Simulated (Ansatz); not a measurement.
## Ligand exchange: C3H6F2 + BH(CH3)(OH) → C3H7FO + BH(CH3)F

Species: C3H6F2 `CC(F)CF`, singlet; BH(CH3)(OH), singlet; C3H7FO `CC(O)CF`, singlet; BH(CH3)F, singlet. The partners trade F for OH: C–F and B–OH bonds give way to C–OH and B–F.

Shapes, held fixed at every level: PBE0-D4/def2-TZVP. Flexible molecules stand in one conformer, not always the lowest. Programs: Ansatz 0.2.0. Electronic energies: no zero-point or thermal term.

(1) Estimate ΔE of this reaction.

Results:

(1) The highest level, CCSD(T)/CBS estimate, gives ΔE = -5.6 kJ/mol; the levels span -5.9 to -0.6. The column of differences is taken from that level and isn't an error. No measured value is set beside it here. The CBS estimate extrapolates MP2 from def2-TZVPP and def2-QZVPP and adds CCSD(T) − MP2 in the triple-zeta set, cores frozen. Times are processor times on shared x86 and Arm servers, and rough.

```json
{"level": "HF/def2-TZVPP", "kind": "Hartree–Fock", "ΔE (kJ/mol)": "-4.0", "less CCSD(T)/CBS estimate": "+1.6", "CPU time (sum over the molecules)": "–"}
{"level": "PBE-D4/def2-TZVPP", "kind": "GGA", "ΔE (kJ/mol)": "-0.6", "less CCSD(T)/CBS estimate": "+5.0", "CPU time (sum over the molecules)": "23 s"}
{"level": "r2SCAN-D4/def2-TZVPP", "kind": "meta-GGA", "ΔE (kJ/mol)": "-1.9", "less CCSD(T)/CBS estimate": "+3.7", "CPU time (sum over the molecules)": "35 s"}
{"level": "PBE0-D4/def2-TZVPP", "kind": "global hybrid", "ΔE (kJ/mol)": "-2.3", "less CCSD(T)/CBS estimate": "+3.3", "CPU time (sum over the molecules)": "21 s"}
{"level": "wB97X-V/def2-TZVPP", "kind": "range-separated hybrid", "ΔE (kJ/mol)": "-3.5", "less CCSD(T)/CBS estimate": "+2.1", "CPU time (sum over the molecules)": "55 s"}
{"level": "CCSD/def2-TZVPP", "kind": "coupled cluster or CI", "ΔE (kJ/mol)": "-5.9", "less CCSD(T)/CBS estimate": "-0.3", "CPU time (sum over the molecules)": "–"}
{"level": "CCSD(T)/CBS estimate", "kind": "coupled cluster or CI", "ΔE (kJ/mol)": "-5.6", "less CCSD(T)/CBS estimate": "0.0", "CPU time (sum over the molecules)": "20 min"}
```

The exchange is slightly downhill in electronic energy at every level, but at -5.6 kJ/mol it is close to thermoneutral. Fluorine binds more strongly than hydroxyl to both carbon and boron, so the gain from forming B–F is largely offset by the loss of C–F. On boron, the more polar B–F bond competes with the better π donation from oxygen into the empty p orbital, which probably keeps the net preference for fluorine small.

All the density functionals underestimate the driving force, PBE-D4 the most, perhaps because they balance polar σ bonding and π donation to boron differently. Hartree–Fock lies closer to the highest level than any of them, which suggests that correlation contributions largely cancel between the two sides rather than that correlation is unimportant in each molecule. The calculation supports a weak preference for fluorine on boron in this pair, not a general scale of fluoride affinity for boranes.
